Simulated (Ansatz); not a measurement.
Ligand exchange: GaH2Cl + SiH4 → GaH3 + SiH3Cl

Species: GaH2Cl `[Cl][GaH2]`, singlet; SiH4 (silane) `[SiH4]`, singlet; GaH3 `[GaH3]`, singlet; SiH3Cl (chlorosilane) `[SiH3]Cl`, singlet. The partners trade Cl for H: Ga–Cl and Si–H bonds give way to Ga–H and Si–Cl.

Shapes, held fixed at every level: PBE0-D4/def2-TZVP. Programs: Ansatz 0.2.0. The zero-point and thermal change to 298 K, harmonic and unscaled (PBE0-D4/def2-TZVP), is -2.1 kJ/mol.

Task: Estimate ΔH(298 K) of this reaction.

Result: The highest level, CCSD(T)/def2-TZVPP, gives ΔH(298 K) = +43.4 kJ/mol; the levels span +40.1 to +54.1. The column of differences is taken from that level and isn't an error. No measured value is set beside it here. Relativity is left out for Ga. Outer-core shells of Ga are correlated in most correlated rows, in sets that cover them unevenly.

```
                level                    kind  ΔH(298 K) (kJ/mol)  less CCSD(T)/def2-TZVPP
          HF/def2-SVP            Hartree–Fock               +54.1                    +10.7
 r2SCAN-D4/def2-TZVPP                meta-GGA               +42.2                     -1.2
r2SCAN0-D4/def2-TZVPP           global hybrid               +41.8                     -1.6
   wB97X-V/def2-TZVPP  range-separated hybrid               +40.1                     -3.3
    B2PLYP/def2-TZVPP           double hybrid               +43.0                     -0.4
      CCSD/def2-TZVPP   coupled cluster or CI               +43.0                     -0.4
   CCSD(T)/def2-TZVPP   coupled cluster or CI               +43.4                      0.0
```

Exchange of chlorine for hydrogen is clearly endothermic at every level, so in these isolated molecules chlorine favours gallium over silicon. Silicon does gain from trading Si–H for Si–Cl, but gallium loses more when a strong, polar Ga–Cl bond is replaced by a weak, nearly covalent Ga–H bond. Donation from a chlorine lone pair into the empty 4p orbital of three-coordinate gallium probably adds to this preference; saturated silicon has no comparably low-lying acceptor.

All electrons stay paired and the number of bonds is conserved, so much of the correlation energy should cancel, in keeping with the small effect of the triples. The larger Hartree–Fock value can't be assigned to missing correlation alone, because its basis is also smaller. The endothermic sign is consistent with the known tendency of hydrosilanes to reduce gallium trichloride only as far as monochlorogallane. Chlorogallanes associate through chlorine bridges, however, so the monomer enthalpy doesn't carry over directly to the condensed phase.
